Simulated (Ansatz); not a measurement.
Nb: pressure and energy change per atom against volume scale

Results calculated with Ansatz 0.2.0, not measured. Plane-wave DFT, scalar-relativistic PAW made under PBE with cores redone for the functional, no dispersion; the given relaxed cell is scaled uniformly, energy at zero smearing counts from the unscaled cell, pressure at the given Fermi-Dirac smearing is positive in compression.

The cell before it is scaled or strained (space group P6_3/mmc, No. 194):
```
cell vectors (Å)
   2.8295     0.0000     0.0000
  -1.4147     2.4504     0.0000
   0.0000     0.0000    10.4088
atoms (fractions of the cell vectors)
Nb  0.00000  1.00000  1.00000
Nb  0.00000  1.00000  0.50000
Nb  0.33333  0.66667  0.25000
Nb  0.66667  0.33333  0.75000
```

Settings of every row: spin polarised no; functional PBEsol; wave cutoff 420 eV; smearing width 0.1 eV; k mesh 14x14x4.

Atom starting moment: 0 on all atoms.

Limits: the cell comes from a prototype or a list of computed structures and needn't be the stable phase.

```
row  volume scale  V (Å³/atom)  pressure (GPa)  energy change per atom (meV)
  1          0.88       15.877           28.04                         170.4
  2          0.92       16.599               ?                             ?
  3          0.96        17.32            7.73                         16.37
  4          1.04       18.764           -6.21                         15.05
  5          1.08       19.485          -11.43                         56.12
  6          1.12       20.207          -15.75                        118.69
```

Question: what pressure and energy change per atom should row 2 give?

Worked fit of pressure. Take u = (V_r/V)^(2/3) − 1 with V_r = 18.764 Å³ an atom, which is twice the finite (Eulerian) strain; such expansions in the strain, on which the Birch-Murnaghan equation of state is built, carry the rest volume and the bulk modulus. The shown rows have u = 0.11782, 0.05484, 0, -0.02482, -0.04819. Least squares give pressure = −6.234 + 224.222 × u + 565.25 × u² GPa; a straight line predicts inner rows, each left out in turn, worse (root mean square 1.9 against 0.054 GPa). The rows lie off it by 0.01, -0.03, 0.02, 0.02, -0.02. The pressure vanishes at u = 0.0261, or V = 18.05 Å³ an atom, and there the bulk modulus at fixed shape and fractions is B = −V dP/dV = (2/3)(1 + u) dP/du = 174 GPa. Letting shape and atoms relax would as a rule lower it, by much in layered, chain or molecular crystals. The withheld row has u = 0.08516, so the fit gives −6.234 + 224.222 × (0.08516) + 565.25 × (0.08516)² = 16.96 GPa.

The calculation gave 16.93 GPa. The fit lies 0.03 GPa (0.069 % of the column's range) above it; its largest miss of a shown row is 0.03 GPa.

Worked fit of energy change per atom. Take u = (V_r/V)^(2/3) − 1 with V_r = 18.764 Å³ an atom, which is twice the finite (Eulerian) strain; such expansions in the strain, on which the Birch-Murnaghan equation of state is built, carry the rest volume and the bulk modulus. The shown rows have u = 0.11782, 0.05484, 0, -0.02482, -0.04819. Least squares give energy change per atom = 15.472 − 1132.978 × u + 20788.16 × u² meV; a straight line predicts inner rows, each left out in turn, worse (root mean square 69 against 0.86 meV). The rows lie off it by -0.16, 0.51, -0.42, -0.28, 0.34 (root mean square 0.36 meV). The withheld row has u = 0.08516, so the fit gives 15.472 − 1132.978 × (0.08516) + 20788.16 × (0.08516)² = 69.75 meV.

The calculation gave 70.59 meV. The fit lies 0.84 meV (1.2 % of the value, 0.54 % of the column's range) below it; its largest miss of a shown row is 0.51 meV.
